The vertical ionisation energy is the energy needed to remove one electron from a molecule before its nuclei can move. Here it was obtained for six molecules as the energy of the cation less that of the neutral, with CCSD(T), estimated at the basis-set limit, as the reference for the cheaper levels. Three of them are hydrides; the other three are chains H₂X–BH–CH₃ with X = N, Al or P. The columns headed -HOMO take a shortcut: they read the ionisation energy from the highest occupied orbital of the neutral, so the cation is never calculated.

Ansatz 0.2.0: vertical ionisation energies of gas-phase molecules at PBE0-D4/def2-TZVP geometries, from frozen-core CCSD(T) at an estimated basis-set limit and from HF and functionals in def2-TZVPP. For the hydrides, the limit is extrapolated from HF and CCSD(T) correlation in def2-TZVPP and def2-QZVPP; for the chains, from HF and MP2 correlation in these sets, with CCSD(T) less MP2 added from def2-TZVPP alone. Cations are unrestricted and keep the neutral's geometry; -HOMO refers to the neutral. In each frame (SMILES), * marks the atom that is varied.

| formula | frame | * | Z | electronegativity | point group | mean bond of the marked atom (Å) | sum of bond angles at the marked atom (°) | CCSD(T) ionisation energy (eV) | -HOMO, LC-wPBE (eV) | -HOMO, B3LYP-D4 (eV) | cation less neutral, B3LYP-D4 (eV) | cation less neutral, HF (eV) | <S^2> of the HF cation |
| --- | --- | --- | --- | --- | --- | --- | --- | --- | --- | --- | --- | --- | --- |
| CH6BN | H*(H)BC | N | 7 | 3.040 | Cs | 1.134 | 360 | 11.00 | 11.23 | 8.08 | 10.82 | 9.29 | 0.758 |
| CH6AlB | H*(H)BC | Al | 13 | 1.610 | C1 | 1.774 | 360 | 9.43 | 9.69 | 6.85 | 9.20 | 8.51 | 0.764 |
| CH6BP | H*(H)BC | P | 15 | 2.190 | C1 | 1.568 | 305 | 9.66 | 9.88 | 7.06 | 9.54 | 8.40 | 0.767 |
| BH3 | H*(H)H | B | 5 | 2.040 | D3h | 1.194 | 360 | 13.31 | 12.90 | 9.74 | 13.14 | 12.40 | 0.766 |
| AlH3 | H*(H)H | Al | 13 | 1.610 | D3h | 1.586 | 360 | 11.46 | 11.42 | 8.40 | 11.22 | 10.68 | 0.844 |
| H3P | H*(H)H | P | 15 | 2.190 | C3v | 1.420 | 279 | 10.64 | 10.60 | 7.66 | 10.62 | 9.45 | 0.755 |

The choice of reading can matter as much as the choice of functional. B3LYP shows this most plainly. As an energy difference it lies below the CCSD(T) estimate by 0.16 eV on average and by at most 0.24 eV. Read from the highest occupied orbital of the same functional, the ionisation energy is too low by about 3 eV.

The reason lies in how B3LYP treats a fraction of an electron. Imagine draining the electron from the molecule little by little. In an exact theory each portion costs the same, so the cost of the first portion gives the whole ionisation energy. In B3LYP the electron partly repels itself, which makes the first portion too cheap and the later ones too dear. The orbital energy sees only the first portion, whereas the energy difference adds them all up and much of the error cancels.

Hartree–Fock theory errs the other way: the ionisation energy read from its highest occupied orbital lies above its own energy difference for all six molecules. The orbital energy assumes that the remaining electrons stay frozen, although in truth they draw in towards the hole and lower the energy of the cation. The Hartree–Fock energy difference includes this relaxation, but it still leaves out correlation, the way in which electrons avoid one another. The neutral has one more electron and gains more from correlation than the cation does, so the Hartree–Fock difference is too small for all six molecules.

These two corrections link the orbital energy to the reference:

$$I = -\varepsilon_{\mathrm{HOMO}}^{\mathrm{HF}} - R + C .$$

Here $I$ is the CCSD(T) estimate of the ionisation energy, $\varepsilon_{\mathrm{HOMO}}^{\mathrm{HF}}$ the Hartree–Fock orbital energy, $R$ the lowering by relaxation and $C$ the gain from correlation. The relation holds by construction and has no adjustable constant. The approximation is to drop $R$ and $C$ together and hope that they cancel. For PH₃, in eV,

$$10.59 - 1.14 + 1.19 = 10.64 ,$$

so the orbital energy alone misses the reference by only 0.05 eV.

The chain with nitrogen shows why this success should not become a rule. There $R$ is 2.38 eV and $C$ only 1.71 eV, and the ionisation energy read from the orbital is too high by 0.67 eV. The Hartree–Fock cation may also have its hole in a different orbital from the one read in the neutral, so $R$ in the chains is best taken as an apparent relaxation. The printed output after this text lists both corrections for every molecule, together with the errors of each level.

Adding relaxation without correlation can even spoil the order of the molecules. The Hartree–Fock orbital energies place the nitrogen chain above PH₃, as CCSD(T) does, but the Hartree–Fock energy differences place it 0.16 eV below. They also put the aluminium chain 0.11 eV above the phosphorus chain, while CCSD(T) puts it 0.23 eV below; here the orbital energies already have the wrong order, and it is correlation that sets it right. The correlation term is larger in the three molecules that contain N or P than in the other three. These atoms bring an additional valence electron pair. A plausible reason is that an electron taken from a more crowded valence shell around one atom leaves more close partners whose motion it had been avoiding. The MP2 energies support this without proving it. Their same-spin part, which leaves out the partner in the electron's own pair, shrinks on ionisation by 0.22 to 0.52 eV in the molecules with N or P, but by at most 0.15 eV in the others. In a neighbouring case, Hartree–Fock differences should therefore be trusted least when electron-rich and electron-poor centres are compared.

LC-wPBE repairs much of the fault of the B3LYP orbital energy by using full Hartree–Fock exchange at long distance. This removes most of the spurious self-repulsion felt by the departing electron. The average error of its -HOMO falls to 0.20 eV, but its sign changes: the values are about 0.2 to 0.3 eV too high for the chains and 0.41 eV too low for BH₃. A likely cause, untested here, is that one fixed distance for switching on the full exchange cannot suit both a very compact molecule and a longer one.

The accuracy needed then decides the level. To rank these six molecules, either -HOMO column is enough, since both keep the CCSD(T) order. Ranking is a weaker demand than obtaining differences, however. The B3LYP orbital error varies by 0.99 eV from molecule to molecule, so adding one common shift to all the values would still leave some of them wrong by several tenths of an eV.

For ionisation energies good to about a quarter of an eV, the B3LYP energy difference is the sensible choice in this set. Its errors vary by only 0.22 eV, so it also serves for comparing molecules. It needs two self-consistent calculations instead of one, a small price for avoiding an error of 3 eV. This accuracy should not be carried over to much larger molecules in which the hole spreads over many atoms. There each region loses only a fraction of an electron, so the error seen in the orbital energy is expected to enter the energy difference as well. The finite basis probably explains little of its slight low bias: the Hartree–Fock energy differences change by less than 0.02 eV from def2-TZVPP to the limit, and those of a functional are expected to converge about as fast. B3LYP here is the form with VWN-RPA correlation, and the errors belong to that form.

At a target of 0.1 eV, the basis deserves as much care as the last refinements of correlation. Going from the def2-TZVPP basis to the estimated limit raises the CCSD(T) values by up to 0.14 eV, while the triple excitations, the costliest part of the method, contribute at most 0.11 eV. Both maxima belong to the nitrogen chain. There, as in the other chains, the basis step is taken from HF and MP2, and the triples are those of def2-TZVPP. MP2 at the extrapolated limit stays within 0.07 eV of the reference except for the nitrogen chain, where it is 0.14 eV too high. For the chains this gap is by construction the one found in def2-TZVPP, so they do not test how it changes with the basis. It is thus a good intermediate step, with CCSD(T) as the check where a tenth of an eV decides.

The reference has limits of its own. Only for the hydrides was the CCSD(T) correlation itself extrapolated. For the chains the reference is a composite estimate: HF and MP2 correlation were extrapolated, and the step from MP2 to CCSD(T) was added from def2-TZVPP alone. Tried on the hydrides, the composite route gives values up to 0.03 eV higher than the direct one; for the chains its error is unknown, and every error quoted against the reference there shares it. Each molecule was also calculated in a single conformer, which for the chains need not be the lowest. The levels are still compared at the same geometry, but the spacing between molecules could shift with another conformer. The AlH₃ cation also starts from a Hartree–Fock state with noticeable spin contamination: its $\langle S^2\rangle$ is 0.844, where a pure doublet has 0.75. Moreover, the MP2 and CCSD(T) cations are built on the Hartree–Fock solution that was reached. It can hold the hole in another orbital than the B3LYP cation does, so a reference value could belong to a higher state. The close agreement with the B3LYP differences gives no sign of this, but does not exclude it. Differences of a few hundredths of an eV should not be used to choose between methods.

Cost separates the levels more sharply as molecules grow. By formal operation counts, going from BH₃ to the nitrogen chain makes a self-consistent calculation about 35 times dearer and the triples step about 900 times. These are scaling estimates, not timings, and MP2 lies between the two.

Removing a deep core electron instead of a valence electron would shift the balance. The remaining electrons then contract strongly around the hole, and relaxation far outweighs the change in correlation. The Hartree–Fock orbital energy would lose its helpful cancellation, while an energy difference would keep the main effect.

Output of the analysis:

```
Error against CCSD(T), eV:
     row  -HOMO LC-wPBE  -HOMO B3LYP  B3LYP difference  HF difference  -HOMO HF  MP2 difference
   CH6BN           0.23        -2.92             -0.18          -1.71    0.6664          0.1439
  CH6AlB           0.26        -2.58             -0.23          -0.92    0.3491        -0.01652
   CH6BP           0.22         -2.6             -0.12          -1.26   0.02431         -0.0156
     BH3          -0.41        -3.57             -0.17          -0.91     0.236       -0.001653
    AlH3          -0.04        -3.06             -0.24          -0.78    0.2943         0.06281
     H3P          -0.04        -2.98             -0.02          -1.19  -0.05383        -0.06957
Parts and steps, eV:
     row  HF -HOMO less HF difference  correlation  B3LYP difference less -HOMO   triples  basis limit less TZVPP  MP2-based less used extrapolation
   CH6BN                        2.376         1.71                         2.74    0.1107                   0.138                            1.6e-05
  CH6AlB                        1.269         0.92                         2.35   0.01575                 0.09774                          -0.002299
   CH6BP                        1.284         1.26                         2.48    0.0667                  0.1193                           0.003458
     BH3                        1.146         0.91                          3.4   0.01127                 0.04862                            0.02788
    AlH3                        1.074         0.78                         2.82  -0.00115                 0.04487                            0.03405
     H3P                        1.136         1.19                         2.96   0.07058                  0.1026                            0.01516
Mean absolute error, -HOMO LC-wPBE, eV: 0.2
Mean absolute error, -HOMO B3LYP, eV: 2.952
Mean absolute error, B3LYP cation less neutral, eV: 0.16
Mean absolute error, HF cation less neutral, eV: 1.128
Mean absolute error, -HOMO HF, eV: 0.2707
Mean absolute error, MP2 cation less neutral, eV: 0.05167
Spread of errors (largest less smallest), -HOMO LC-wPBE, eV: 0.67
Spread of errors, -HOMO B3LYP, eV: 0.99
Spread of errors, B3LYP cation less neutral, eV: 0.22
Spread of errors, HF cation less neutral, eV: 0.93
CH6BP less CH6AlB, CCSD(T), eV: 0.23
CH6BP less CH6AlB, -HOMO LC-wPBE, eV: 0.19
CH6BP less CH6AlB, -HOMO B3LYP, eV: 0.21
CH6BP less CH6AlB, B3LYP cation less neutral, eV: 0.34
CH6BP less CH6AlB, HF cation less neutral, eV: -0.11
CH6BP less CH6AlB, MP2 cation less neutral, eV: 0.2309
CH6BN less H3P, CCSD(T), eV: 0.36
CH6BN less H3P, HF cation less neutral, eV: -0.16
Formal cost ratio CH6BN to BH3, self-consistent field (functions to the 4th power): 34.56
Formal cost ratio CH6BN to BH3, triples (pairs cubed times virtuals to the 4th): 882.9
```
